From zirconium to silver each step adds one proton and one valence electron, and the outer 5s electron is screened from the new proton only incompletely. The naive picture is therefore a first ionisation energy that climbs by the same small amount per element. A straight line through all eight SS-CASPT2 values has a slope of 0.136 eV per unit of Z, but it leaves an rms residual of 0.17 eV. Zr lies 0.30 eV below that line and Mo 0.28 eV above it, far beyond the rounding of the table.

First ionisation energies of the 4d atoms Zr to Ag, computed with OpenMolcas 26.06 by state-averaged CASSCF and SS-CASPT2 (IPEA shift 0.25 Ha, imaginary shift 0.1 Ha, 4s and 4p correlated) with spin-orbit coupling, X2C, ANO-R2 and 4d and 5s active. Orbitals are optimised for the ground spin. Energies are between each method's lowest levels; the levels listed are from SS-CASPT2.

```tsv
element	Z	level before	level after	CASSCF (eV)	SS-CASPT2 (eV)	spin-orbit share (eV)	measured (eV)	SS-CASPT2 less measured (eV)
Zr	40	3F2	4F3/2	5.27	6.36	-0.01	6.634	-0.28
Nb	41	6D1/2	5D0	6.11	6.77	-0.02	6.759	0.01
Mo	42	7S3	6S5/2	6.58	7.22	0.00	7.092	0.12
Tc	43	6S5/2	7S3	4.74	7.22	0.00	7.119	0.10
Ru	44	5F5	4F9/2	6.21	7.34	-0.03	7.36	-0.02
Rh	45	4F9/2	3F4	6.01	7.32	0.00	7.459	-0.14
Pd	46	3D3	2D5/2	6.14	7.41	0.00	8.337	-0.93
Ag	47	2S1/2	1S0	6.27	7.47	0.00	7.576	-0.11
```

The levels are written as spin multiplicity, orbital letter and J, so that 3F2 means ³F₂, and they are the lowest levels that SS-CASPT2 finds for the atom and the ion. The configurations of the same runs show that this method removes a 5s electron in each row, from 4dⁿ5s² in Zr and Tc and from 4dⁿ5s¹ in the other six. For Ag⁺ the run carries the label 4d⁸5s², but the established ground state is 4d¹⁰ and the computed energy fits it, so the label is taken to be the faulty part. A smooth trend can be asked only of rows that undergo the same process, and each break raises the question of what differs in the starting or final state.

The simplest limit is a d shell that is a pure spectator, which changes only the screening. The small spin-orbit share, the part of the SS-CASPT2 value that spin-orbit coupling adds, shows how nearly this holds in one respect: it is at most 0.03 eV in size. The same dⁿ core is present before and after, and its spin-orbit lowering largely cancels in the difference. In Mo, Tc and Ag the share vanishes for a plainer reason: atom and ion both have L = 0, so there is no first-order spin-orbit lowering to cancel. Where a d electron leaves, the share can be larger. In the second ionisations of the same runs it is −0.13 eV for Mo and −0.22 eV for Ag, though it stays small for Nb and Rh, which also lose a d electron.

The d shell is no spectator in spin. A 5s electron with its spin parallel to the unpaired d electrons is kept apart from them by the Pauli principle and is bound more tightly. Written as −2K **s**·**S**, with **s** the 5s spin, **S** the total d spin and K the s–d exchange energy, this lowers the high-spin term by KS = Ku/2, where u is the number of unpaired d electrons, and raises the low-spin term by K(S+1). Ionisation from 4dⁿ5s¹ forfeits the lowering, so

IE = a + b(Z − 40) + Ku/2,

with a and b describing the smooth part.

Two limits bracket the row. In Mo, 4d⁵5s¹, the exchange term is largest, with u = 5, and in Ag, with a closed d shell, it vanishes. From Mo to Ag the 5s¹ rows have u = 47 − Z, so each unit of Z gains b from the nucleus and gives back K/2, and these rows should lie on one shallow line of slope b − K/2. Before the half-filled shell the two effects add, and the rise is steep. The model thus predicts a kink at Mo.

The late rows do form such a line. SS-CASPT2 for Mo, Ru, Rh, Pd and Ag has a slope of 0.047 eV per element with an rms residual of 0.023 eV. The NIST values for Mo, Ru, Rh and Ag give 0.097 eV per element with 0.038 eV. These two lines are the smooth model against which the breaks are sized, and the printed output after this text lists the residuals row by row.

Niobium allows a worked estimate, and it was part of neither line. Extending the late line back to Z = 41 assigns it u = 6, whereas 4d⁴5s¹ has u = 4, so Nb should fall K(6 − 4)/2 = K below the line. An independent size for K comes from the gap between the two spin couplings in Mo, K(2S+1) = 6K, which is roughly 1.3 eV as a recalled figure. That gives K ≈ 0.22 eV.

The measured line passes through 7.03 eV at Nb, the measured value plus its shortfall of 0.27 eV. The estimate is then 7.03 − 0.22 = 6.81 eV, against the measured 6.759 eV, which is as close as a line with this scatter permits. The sign and rough size of the Nb break thus follow from exchange without any adjustment to Nb.

The support for the kink has limits. When all three constants are fitted to the 5s¹ rows, K is fixed by Nb alone and trades against a and b, so the fitted constants carry no meaning singly. For SS-CASPT2 the kinked form beats a quadratic in Z with as many parameters, with rms 0.021 against 0.085 eV, but for the five measured rows both give 0.034 eV. The measurements are compatible with the exchange picture without singling it out.

The calculation also exaggerates the kink. Its late line has about half the measured slope, because the error relative to measurement drifts from +0.12 eV at Mo to −0.11 eV at Ag. A line that flat stands too high when carried back to Nb, and the computed shortfall of 0.40 eV is inflated accordingly. Finer features mean nothing here: term energies are means over components that CASPT2 does not keep degenerate, the basis lacks diffuse functions, and the computed fall of 0.02 eV from Ru to Rh runs opposite to the measured rise.

The largest real break is palladium, and the calculation misses it altogether. The measured value stands 0.82 eV above the measured line, while the SS-CASPT2 value lies on its own line, which included Pd in the fit. The run starts from 4d⁹5s¹ ³D₃, but the established ground level of the atom is 4d¹⁰ ¹S₀, and both lead to the same 4d⁹ ion. If the atom has a level below the 5s¹ configuration and the ion is unchanged, the ionisation energy rises above the 5s trend by exactly the depth of that level.

That rule can be checked. The ³D₃ level lies roughly 0.81 eV above the ground level, again a recalled figure, which matches the excess. Subtracting it gives a like-for-like reference of 7.53 eV, and the error of −0.93 eV shrinks to −0.12 eV, in line with Rh and Ag. The 5s removal energy is sound, and the fault is that the run does not find 4d¹⁰ as the lowest level. The likely cause is a weakness of active spaces with a single d shell that is known from other systems, though these runs carry no warning of it. The d orbital changes size with its occupation, and the crowded 4d¹⁰ shell has no second d shell in which to spread and correlate. The orbitals are also optimised for one spin only, and if that was the triplet of 4d⁹5s¹, the singlet 4d¹⁰ was put at a further disadvantage.

The largest break of any column is not physical. CASSCF gives 4.74 eV for Tc, which is 1.65 eV below the mean of the values for Mo and Ru. At this level Tc starts from 4d⁶5s¹ and Zr from 4d³5s¹, so both lose a d electron, and the printed starting levels do not describe them. Active spaces with a single d shell are known to misplace 4dⁿ5s² against 4dⁿ⁺¹5s¹, so these starting configurations are not to be trusted. The change of state does not produce the dip, however. The start is the lowest CASSCF level and the ion is the same 4d⁵5s¹ ⁷S₃, so a start from 4d⁵5s² would give a still smaller value.

The neutral Tc atom therefore lies too high relative to its ion in either configuration, and the gap of 2.48 eV between the two methods is a lower bound on the correction for the 5s² start. Theory supplies a reason by comparison with Mo, where the gap is only 0.64 eV. In Mo six parallel electrons become five and no pair is broken. Tc puts seven electrons into six orbitals and must hold one opposite-spin pair, which has no empty active orbital to correlate into, while its ion has all spins parallel and needs little such correlation. Whether this accounts for the whole gap is untested. State averaging may add to it: six electrons in six orbitals form only one septet, so the ion gets orbitals of its own, while the sextets of the atom may have to share one compromise set.

Dynamic correlation also carries the late part of the row. From Mo to Rh CASSCF falls by 0.57 eV while the measured value rises by 0.37 eV. In rows where both methods treat the same states, the second-order correction averages 0.65 eV for Nb and Mo and 1.23 eV for Ru to Ag, and a step describes it better than a line in the number of paired d electrons. The step coincides with the arrival of d electrons whose spin opposes that of 5s, which suggests d–s correlation as a cause. That correlation should keep growing with the number of such electrons, however, so the step shape remains unexplained.

The 5s² rows are where the exchange model fails. Their ion, not the atom, holds the unpaired 5s electron, so the exchange term changes sign and an offset for the different configuration enters. One offset would serve both rows if b were the same for 5s² and 5s¹ atoms, yet SS-CASPT2 needs 1.04 eV for Zr and 1.76 eV for Tc, and the measured values need 0.93 and 1.12 eV. The size of each offset depends on the fitted K, but with the late line held fixed K cancels in their difference, so another K would not remove the mismatch. Tc lies near the late line only because its offset and the reversed exchange term nearly balance, which is no evidence for the line.

Zirconium remains without an established cause. Its error of −0.28 eV relative to measurement is the largest once Pd is compared like for like, against a mean absolute error of 0.11 eV for the seven rows other than Pd. Mixing of 5s² with 5p², which the active space omits, is a known weakness and would act in this direction. Tc shares the 5s² start and errs by +0.10 eV, so that explanation stays a guess.

Printed output of the fit:

```
All energies in eV; rounding of computed columns 0.005
PT2 line, all 8 rows: slope 0.136/Z, rms 0.173, worst Zr
PT2 line, Mo Ru Rh Pd Ag: slope 0.047/Z, rms 0.023
measured line, Mo Ru Rh Ag: slope 0.097/Z, rms 0.038; slope ratio PT2/measured 0.49
row start   u  PT2-line8  PT2-lineMoAg  meas-lineMoAg  PT2-CAS  CAS-meas  PT2-meas
Zr  d2s2   2     -0.30        -0.76         -0.30      1.09     -1.36     -0.28
Nb  d4s1   4     -0.03        -0.40         -0.27      0.66     -0.65     +0.01
Mo  d5s1   5     +0.28        +0.00         -0.04      0.64     -0.51     +0.12
Tc  d5s2   5     +0.15        -0.05         -0.11      2.48     -2.38     +0.10
Ru  d7s1   3     +0.13        +0.03         +0.04      1.13     -1.15     -0.02
Rh  d8s1   2     -0.02        -0.04         +0.04      1.31     -1.45     -0.14
Pd  d9s1   1     -0.07        +0.00         +0.82      1.27     -2.20     -0.93
Ag  d10s1   0     -0.14        +0.01         -0.04      1.20     -1.31     -0.11
Exchange model a+b(Z-40)+K*u/2 on s1 rows (K is fixed by Nb alone) against a quadratic in Z
PT2, 6 rows: a 5.72, b 0.248, K 0.40; rms 0.021, largest 0.041
  quadratic: rms 0.085, largest 0.154
  offset needed for s2 rows (exchange sign reversed): Zr 1.04, Tc 1.76
measured, 5 rows: a 5.98, b 0.234, K 0.27; rms 0.034, largest 0.039
  quadratic: rms 0.034, largest 0.061
  offset needed for s2 rows (exchange sign reversed): Zr 0.93, Tc 1.12
K from Mo 7S-5S gap (rough recalled 1.3 = 6K): 0.22
Pd: measured excess over line 0.82; rough recalled 3D3 excitation 0.81
Pd like for like: reference 7.53, PT2 error -0.12
mean abs error without Pd: CASSCF 1.26, PT2 0.11
Tc CASSCF (d6s1 start) less Mo-Ru mean 6.39: -1.65
Zr CASSCF (d3s1 start) less Nb: -0.84; same step in PT2 -0.41
lower bounds on PT2-CAS for the s2 start: Zr 1.09, Tc 2.48
CASSCF Mo to Rh -0.57; PT2 +0.10; measured +0.37
PT2-CAS as a step: Nb Mo 0.65, Ru-Ag 1.23, rms 0.056
PT2-CAS linear in paired d: 0.73+0.130n, rms 0.130, largest 0.19
Ru to Rh: PT2 -0.02, measured +0.10
Mo to Tc: PT2 +0.00, measured +0.03
largest spin-orbit share, first ionisation: 0.03
share in second ionisation: Mo -0.13, Tc +0.00, Ag -0.22 (Tc loses 5s, Mo and Ag 4d)
```
